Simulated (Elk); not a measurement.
# Single-oscillator dispersion of the refractive index of LiF below its gap, from TB-mBJ and the RPA

Windows and lenses for the deep ultraviolet need materials whose refractive index is known across a wide range of wavelengths, and a two-parameter dispersion law would make interpolation between laser lines simple. For LiF we test whether 1/(n² − 1) falls linearly in the square of the photon energy, as it does for a single undamped oscillator. The index comes from the RPA dielectric function with local fields, on TB-mBJ bands at the fixed measured cell. The laser lines shown run from 0.80 to 7.90 eV, the latter being 7.90 / 12.70 = 0.62 of the smallest direct gap on the mesh. The test is one of the computed spectrum against a straight line; no measured index is shown in the table.

## How the numbers were made

The measured cell of a diffraction database, fixed. Elk 11.2.3 (patched build), all-electron APW+lo (R·K(max) = 7), TB-mBJ, no spin polarisation, no spin-orbit coupling, clamped ions. RPA dielectric function with local fields on a k mesh of 14×14×14, Lorentzian broadening 0.1 eV; the rows are a selection of common laser wavelengths, read off the computed spectrum below 72 % of the smallest direct gap; n is the real part of √ε. Smallest direct gap on the mesh: 12.70 eV (TB-mBJ).

Notes on method and selection:

- Excitons and lattice vibrations are left out; a gap that is too small makes n too large and too dispersive.
- Crystals whose gap closes at the zone centre at the semilocal level were left out.
- Runs that did not converge, have known faults or may not be shown are not listed, and runs on Ansatz's PAW sets soft_1 and soft_2 are kept to separate tables.

Columns:

- E² (eV²): square of the photon energy.
- E (eV): photon energy.
- n: refractive index.

Input lines of one member:

```
tasks
  320
fxctype
  1
gmaxrf
  2.2
optcomp
  1 1
xctype
  100 208 12
metagga
  .true.
```

## Numbers

```
member   E² (eV²)  E (eV)  1/(n² − 1)  n
1550 nm  0.64      0.80    1.7844      1.249
800 nm   2.40      1.55    1.7768      1.250
532 nm   5.43      2.33    1.7648      1.252
365 nm   11.54     3.40    ?           ?
248 nm   24.99     5.00    1.6839      1.262
157 nm   62.36     7.90    1.5179      1.288
```

Cells marked ? are withheld until the estimate has been made.

Least-squares fits to the members shown, with x = E² (eV²); R² and errors in the fitted variable (y, or ln y where the fit is in ln y):

```
y           members  fit                         R²    rms residual  leave-one-out rms  the same for the mean of the others
1/(n² − 1)  5        y = 1.7882 − 0.0043134 x    1.00  0.0018        0.0058             0.13
n           5        y = 1.2482 + 6.2759×10⁻⁴ x  1.00  9.4×10⁻⁴      0.0030             0.018
```

## Why the values move as they do

The single-oscillator law describes these points well, with a small but systematic bend. From 1550 nm to 157 nm, 1/(n² − 1) falls by 1.7844 − 1.5179 = 0.2665, while the rms residual of the straight line is 0.0018. Its leave-one-out error is 0.0058, against 0.13 for the mean of the other members.

For one oscillator of energy E₀ and strength E_d, n² − 1 = E_d E₀ / (E₀² − E²), so that 1/(n² − 1) = E₀/E_d − E²/(E₀ E_d). The intercept divided by the size of the slope is then E₀². The fit gives 1.7882 / 0.0043134 = 415 eV², so that E₀ = √415 = 20.4 eV. This lies well above the direct gap because it is an effective average over all the interband transitions that polarise the crystal, not the energy of an absorption edge.

A real spectrum spreads its strength over many energies. As the photon energy rises, the transitions nearest the gap gain weight fastest, and the line must steepen. The slope grows in size from (1.7648 − 1.6839) / (24.99 − 5.43) = 0.004136 per eV² between 532 and 248 nm to (1.6839 − 1.5179) / (62.36 − 24.99) = 0.004442 per eV² between 248 and 157 nm. The two intervals at lowest energy do not follow this order: (1.7844 − 1.7768) / (2.40 − 0.64) = 0.0043 per eV² comes before (1.7768 − 1.7648) / (5.43 − 2.40) = 0.0040 per eV². The irregularity amounts to about 0.0004 in 1/(n² − 1) at 800 nm. Reading the spectrum some 0.0004 / (2 × 1.55 × 0.0041) = 0.03 eV away from the nominal energy would produce it, so a numerical origin is more likely than a physical one.

The law is tested here for the electronic response without excitons. Excitons would add strength below the gap and increase the dispersion towards the ultraviolet, whereas lattice vibrations would lower n mainly at the infrared end.

## A prediction

Plain estimates from the members shown:

- 365 nm, fit at x = 11.54: 1.7384
- 365 nm, straight-line interpolation between 532 nm and 248 nm: w = (11.54 − 5.43) / (24.99 − 5.43) = 0.312, so 1.7648 + 0.312 × (1.6839 − 1.7648) = 1.7395

The 365 nm line lies between 532 and 248 nm, so local interpolation deserves more trust than the global fit, which lies below the computed value at 248 nm by 1.6839 − (1.7882 − 0.0043134 × 24.99) = 0.0035. The straight chord gives 1.7395. Because the curve steepens with E², it lies above its chord, and the estimate needs a small upward shift.

We take the bend from the parabola in E² through the points at 532, 248 and 157 nm. The change of slope gives a curvature coefficient of (0.004442 − 0.004136) / (62.36 − 5.43) = 5.4×10⁻⁶ per eV⁴. The shift at 365 nm is 5.4×10⁻⁶ × (11.54 − 5.43) × (24.99 − 11.54) = 0.00044. Added to the chord before rounding, it gives 1.7648 − 0.3124 × 0.0809 + 0.00044 = 1.7400.

The same route can be tried on two shown members. For a parabola through 800, 248 and 157 nm, the first slope is (1.7768 − 1.6839) / (24.99 − 2.40) = 0.00411 per eV² and the curvature coefficient is (0.004442 − 0.00411) / (62.36 − 2.40) = 5.5×10⁻⁶ per eV⁴. At 532 nm it gives 1.7768 − 0.00411 × (5.43 − 2.40) + 5.5×10⁻⁶ × (5.43 − 2.40) × (24.99 − 5.43) = 1.7647, against 1.7648 in the table. For one through 800, 532 and 157 nm, the two slopes are (1.7768 − 1.7648) / (5.43 − 2.40) = 0.00396 and (1.7648 − 1.5179) / (62.36 − 5.43) = 0.004337 per eV², and the curvature coefficient is (0.004337 − 0.00396) / (62.36 − 2.40) = 6.3×10⁻⁶ per eV⁴. At 248 nm it gives 1.7768 − 0.00396 × (24.99 − 2.40) − 6.3×10⁻⁶ × (24.99 − 2.40) × (24.99 − 5.43) = 1.6846, against 1.6839. The rms of these two misses, 0.0001 and 0.0007, is 0.0005, which we take as one standard deviation.

**Committed estimate, 365 nm: 1/(n² − 1) = 1.7400 ± 0.0005.**

## Result

```
member  E² (eV²)  E (eV)  1/(n² − 1)  n
365 nm  11.54     3.40    1.7399      1.255
```

```
member  estimate       1/(n² − 1)  computed  estimate − computed  miss in error bars
365 nm  committed      1.7400      1.7399    +0.0001              0.2
365 nm  fit            1.7384      1.7399    −0.0015
365 nm  interpolation  1.7395      1.7399    −0.0004
```

The estimate of 1.7400 lies 0.0001 above the computed 1.7399, well inside its error bar of 0.0005. It did better than the straight-line interpolation, which is 0.0004 too low, and than the global fit, which is 0.0015 too low.

The preference for neighbouring points over the global line proved right. The upward shift for curvature also had the right sign and size, but at 0.0004 it was smaller than the error bar, so this one hit is only weak support for it.

The slopes say more. With the new point, the fall per eV² grows from (1.7648 − 1.7399) / (11.54 − 5.43) = 0.0041 to (1.7399 − 1.6839) / (24.99 − 11.54) = 0.0042, and then to 0.0044 between 248 and 157 nm. This is the steepening expected when the oscillator strength is spread over a range of energies and its lowest part is approached.

## Where the trend breaks

Least-squares fits to the whole series, with x = E² (eV²); R² and errors in the fitted variable (y, or ln y where the fit is in ln y):

```
y           members  fit                         R²    rms residual  leave-one-out rms  the same for the mean of the others
1/(n² − 1)  6        y = 1.7885 − 0.0043167 x    1.00  0.0017        0.0054             0.11
n           6        y = 1.2481 + 6.2854×10⁻⁴ x  1.00  8.7×10⁻⁴      0.0027             0.016
```

Largest departures from the fit to the whole series:

```
member   1/(n² − 1)  fit     computed − fit  in rms residuals
248 nm   1.6839      1.6806  +0.0033         1.9
157 nm   1.5179      1.5193  −0.0014         0.8
800 nm   1.7768      1.7781  −0.0013         0.8
1550 nm  1.7844      1.7857  −0.0013         0.8
```

The 248 nm line lies farthest from the fit, at +0.0033 or 1.9 rms residuals. In the index this is small: the fitted 1.6806 gives n = √(1 + 1/1.6806) = 1.263, against 1.262 in the table. The likeliest reason is the shape of the curve. A straight line laid through points that bend downwards passes below them in the middle of the range and above them at both ends. The departures of −0.0013 at 1550 and 800 nm and −0.0014 at 157 nm have the sign that this requires.

The small residual at 157 nm understates how far that point departs from the law followed at lower energy. It lies far from the others in E² and pulls the fit towards itself. The line through 365 and 248 nm falls by (1.7399 − 1.6839) / (24.99 − 11.54) = 0.004164 per eV². Continued to 157 nm it would give 1.6839 − 0.004164 × (62.36 − 24.99) = 1.5283, which is above the computed value by 1.5283 − 1.5179 = 0.0104.

## Closing remarks

Between 0.80 and 7.90 eV the computed index of LiF follows the single-oscillator law to within 0.0033 in 1/(n² − 1), with a slight downward bend. A further line between 532 and 248 nm can be interpolated with a parabola in E² to about 0.0005. Extrapolation towards the gap is less safe, because a line set at lower energies gives too small an index.

For a thin lens in vacuum the focal length varies as 1/(n − 1). With the computed indices, a lens of 100 mm at 248 nm would have 100 × (1.262 − 1) / (1.288 − 1) = 91 mm at 157 nm.

The index rises by only 1.288 − 1.249 = 0.039 over the whole table. The electron–hole attraction left out here would raise n and strengthen its dispersion, so the table serves to test the form of the dispersion law and not to give the index of a real lens.

[Logs are printed without paths, hosts, clocks, repeated set-up lines and the standing remarks that a program may print on its own settings, such as how far it seeks lower states.]
